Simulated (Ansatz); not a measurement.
**The atomisation energy (no zero-point term) down a group: O to Se**

One atom is swapped for its congeners: GaH2(OH); GaH2(SH); GaH2(SeH). All are singlets with charge 0.

Shapes, held fixed at every level: PBE0-D4/def2-TZVP. Programs: Ansatz 0.2.0. Values in eV.

```tsv
level	GaH2(OH)	GaH2(SH)	GaH2(SeH)
HF/def2-TZVPP	10.03	9.24	8.62
PBE-D4/def2-TZVPP	14.40	12.60	11.91
B3LYP-D4/def2-TZVPP	14.26	12.55	11.89
BHLYP-D4/def2-TZVPP	13.80	12.39	11.74
CCSD(T)/def2-SVP	13.55	11.90	11.31
CCSD/def2-TZVPP	14.09	12.39	11.79
CCSD(T)/def2-TZVPP	14.29	12.55	11.95
```

At CCSD(T)/def2-TZVPP the atomisation energy falls at every step, from 14.29 to 11.95 eV. Every level shows the same order. Relativity is left out for Ga, Se unless named. Correlated rows may include outer-core shells of Ga, Se, which these sets cover unevenly. Spin-orbit coupling, which grows down the group, is left out (summed over each molecule's free atoms 0.08, 0.09, 0.19 eV).

The atomisation energy falls from the hydroxide to the selenol analogue, and at every level the drop from O to S is larger than that from S to Se. Oxygen's compact 2p orbitals overlap well with hydrogen, and its high electronegativity gives the Ga-O bond a strong ionic contribution. Both advantages shrink with the more diffuse valence p shells of S and Se. These two are closer to each other in size and electronegativity, partly because the filled 3d shell of Se screens the nuclear charge poorly, which fits the smaller second step.

Hartree-Fock keeps the order but strongly underbinds all three molecules and compresses the O to S step, with 10.03 eV for the hydroxide against 14.29 eV at CCSD(T)/def2-TZVPP. Electron correlation therefore adds most to the binding of the oxygen compound, probably because pairing electrons in its compact valence shell brings a large correlation gain. Since atomisation breaks every bond, the totals do not show how the decrease is divided between the gallium-chalcogen and chalcogen-hydrogen bonds.
